**Q:** I want to estimate the pressure that holds a small aluminium–copper cell at a chosen volume. I know its equilibrium volume and its bulk modulus. Is that enough, if I treat the solid as a spring?

**A:** Near the minimum it is, and this series shows how near you must stay. The cell has seven aluminium atoms and one copper atom in fixed order on face-centred cubic sites, and it is squeezed or stretched equally in all directions. The column "energy over minimum" counts from the bottom of a smooth curve fitted to the computed energies. The column "pressure" comes from the stress in each calculation, and a negative value means that the cell has to be pulled.

Al₇Cu (Fm-3m, 8-atom cell) computed with Ansatz 0.2.0: PBE, scalar-relativistic, no spin polarisation, PAW, plane waves to 420 eV, 8×8×8 k mesh, Gaussian smearing of 0.1 eV. Energies are extrapolated to zero smearing and count from the minimum of a third-order Birch–Murnaghan fit; pressures come from the stress, with compression positive.

| volume (Å³/atom) | energy over minimum (meV/atom) | pressure (GPa) |
| --- | --- | --- |
| 13.87 | 77.00 | 14.680 |
| 14.34 | 40.70 | 10.060 |
| 14.81 | 17.00 | 6.130 |
| 15.29 | 4.00 | 2.810 |
| 15.76 | 0.00 | 0.000 |
| 16.23 | 3.60 | -2.370 |
| 16.70 | 13.60 | -4.370 |
| 17.33 | 35.30 | -6.550 |

**Q:** How do I write the spring down?

**A:** Call the volume per atom V, its equilibrium value V₀, and the fractional change x = V/V₀ − 1. The spring energy is E = ½B₀V₀x², where B₀ is the bulk modulus at equilibrium. The pressure is the downhill slope of the energy, P = −dE/dV = −B₀x, a straight line in the volume. The smooth curve through the energies gives V₀ = 15.76 Å³ per atom and B₀ = 85.7 GPa.

**Q:** Then I'll try the most compressed row. There x = 13.87/15.76 − 1 = −0.12, so the pressure should be 85.7 × 0.12 = 10.3 GPa. The table has 14.68 GPa. Did I use too small a bulk modulus?

**A:** Test that idea on the most stretched row, 17.33, where x is +0.10. The spring asks for a tension of 8.6 GPa, and the calculation needs only 6.55 GPa. Relative to the computed values, your line is 30 % too low at one end and 31 % too high at the other. A larger B₀ would mend the first and spoil the second, so the fault lies in the shape of the law and not in its constant.

**Q:** Could I have seen this without working out the formula?

**A:** Yes, by comparing rows at equal distances from the minimum. A spring can't tell squeezing from stretching. Yet the rows at 15.29 and 16.23, which lie 3 % of the volume to either side, have pressures of 2.81 and −2.37 GPa. The energies show the same imbalance: at 6 % to either side, compression costs a quarter more than expansion.

**Q:** The energy looks more forgiving, though. At 13.87 the spring gives 61 meV per atom against 77.

**A:** It is more forgiving, and that makes it the poorer witness. The energy there is 21 % too low, while the pressure was 30 % too low. The first term that the parabola leaves out is proportional to x³ in the energy and to x² in the pressure. Taking the slope multiplies the cubic term by three and the quadratic one by two, so the relative error grows by about half on the way from energy to pressure.

**Q:** Suppose I don't insist on the true V₀ and B₀, and let a least-squares fit choose the best parabola for the energies.

**A:** Then the failure goes into hiding. An unweighted fit to the eight energies puts the minimum at 15.88 Å³ per atom, 0.8 % too large in volume, and makes the bulk modulus 94 GPa. The energy really falls more steeply on the compressed side than it rises on the other, and a parabola can imitate this only by sliding its minimum outwards. The curve may look acceptable in a plot, but both quantities that you wanted from it have moved.

**Q:** How would I catch such a fit?

**A:** Look at the order of its errors and not only at their size. The fitted parabola is too low at 13.87, too high in the next three rows, too low in the three after that, and too high again at 17.33. An omitted cubic term leaves just this pattern. With only eight points, noise could produce it now and then, so the size has to be weighed too: the typical error is about 2 meV per atom, more than a hundred times that of the smooth curve through the same energies.

**Q:** So the cubic term matters. What does leaving it out mean physically?

**A:** It means that your solid gets softer when it is squeezed. The bulk modulus at any volume is B = −V dP/dV, and for your straight line this is B₀V/V₀, which shrinks with the volume. Now take the real slope between the two most compressed rows: the pressure changes by 4.62 GPa over 0.47 Å³, and multiplied by the mean volume of 14.1 Å³ this gives nearly 140 GPa. The spring would have about 77 GPa there, so it gets even the direction of the change wrong.

**Q:** Is there a number that measures this stiffening?

**A:** It is B′, the rise of the bulk modulus per unit of pressure, taken at equilibrium. Write the pressure with one more term, P = −B₀x + cx², and work out −V dP/dV to first order in x. The result must equal B₀ + B′P, and this requires c = B₀(B′ + 1)/2. The spring has c = 0 and therefore B′ = −1, a value that no ordinary metal comes near.

**Q:** Can I get B′ from the table by hand?

**A:** The two rows at 3 % are enough, together with the zero of pressure between them. Half the difference of their pressures is 2.59 GPa, and dividing by 0.03 gives B₀ = 86.3 GPa. Half their sum is 0.22 GPa. This part is cx², so c = 0.22/0.03² = 244 GPa.

Then B′ = 2c/B₀ − 1 = 4.7. The smooth curve, which was fitted to energies alone, has 4.6. Stresses and energies thus tell the same story, and the asymmetry is a property of the computed solid rather than of one way of fitting it.

**Q:** Why does a metal stiffen when it is compressed?

**A:** The standard argument starts from its valence electrons. Squeezing shortens their wavelengths, and their kinetic energy rises as one over length squared, or V^(−2/3). The electrostatic attraction that holds the metal together, and the exchange energy with it, deepen only as one over length, or V^(−1/3). At equilibrium the two slopes balance. On compression the repulsive kinetic part pulls ahead ever faster, while on expansion both parts fade, and the restoring force grows more slowly than that of a spring.

**Q:** Does that give a formula as simple as mine?

**A:** It gives a parabola again, but in another variable. With y = (V₀/V)^(1/3), the two parts add up to ay² − by. A minimum at y = 1 requires b = 2a, so the energy above the minimum is a(y − 1)². Matching the curvature to B₀ fixes a, and the slope then gives P = 3B₀(y − 1)y⁴. This law has B′ = 3 with no constant beyond the two that you already had.

**Q:** And at 13.87?

**A:** It gives 13.3 GPa, which is 10 % below the computed pressure where your line was 30 % below. At 17.33 its tension is 8 % too high instead of 31 %. V₀ and B₀ describe only the bottom of the well, and neither was adjusted to suit this formula, so the comparison is a fair test of its shape. Most of the spring's failure goes away once the energy is allowed to depend on length in the way that electrons suggest.

**Q:** Then the table proves the electron picture?

**A:** No, it only shows that the picture leads to a curve of about the right shape. Another parabola, in y² instead of y, does better still: its pressures at the two ends are within 4 % of the computed ones. That is the Birch–Murnaghan form of second order. It comes from measuring strain in a way suited to large compression, with B′ = 4 built in, and it says nothing about electrons.

**Q:** What does the electron formula lack, if the real B′ is larger than 3?

**A:** Part of the answer is probably the ion cores. Valence electrons have to stay orthogonal to the core states, which keeps them partly out of the core regions, and on compression these regions take up a growing share of the cell. In the simplest estimate this adds a repulsion proportional to the density of the valence electrons, and so to y³, which is steeper than the kinetic term in y².

It can't be the whole answer, though. Even if it replaced the kinetic term altogether, B′ would rise only from 3 to 3.3. The rest has to come from effects that this simple sum leaves out, such as the way in which the electrons rearrange around the ions, and total energies alone can't tell them apart.

**Q:** Which form should I use in the end?

**A:** Over this whole range, use the third-order Birch–Murnaghan form, which takes B′ as a third constant. Fitted to the energies only, it reproduces the pressures of all eight rows to within 0.03 GPa. For small changes your straight line will do, provided that you know its error, which is about (B′ + 1)/2 times the fractional change of volume. At 1 % of the volume that is roughly 3 %, and at 3 % it has already grown to nearly 9 %.

**Q:** Would pure copper behave differently?

**A:** Copper is considerably stiffer, so the same fractional compression needs a higher pressure, and the straight line would miss by more gigapascals. Its B′, however, is roughly 5, close to the value here. The relative error would therefore be much the same. When you judge whether a spring will do, ask for B′ and the size of the strain, because the stiffness itself drops out of the percentage.

**Q:** Aluminium with a little copper is used for the wiring on chips. Does any of this matter there?

**A:** This ordered cell is a model and not the material of a real wire, but the reasoning carries over. Elastic strains in such wiring are usually well below 1 % in length, so linear elasticity is a sound start for its stresses. Thermal expansion is another matter. A perfectly symmetric energy well would let the atoms vibrate more strongly on heating without moving their mean spacing, so the stress that builds up between a wire and its surroundings on heating begins with an asymmetry in the forces between atoms, related to the one that the spring leaves out here.
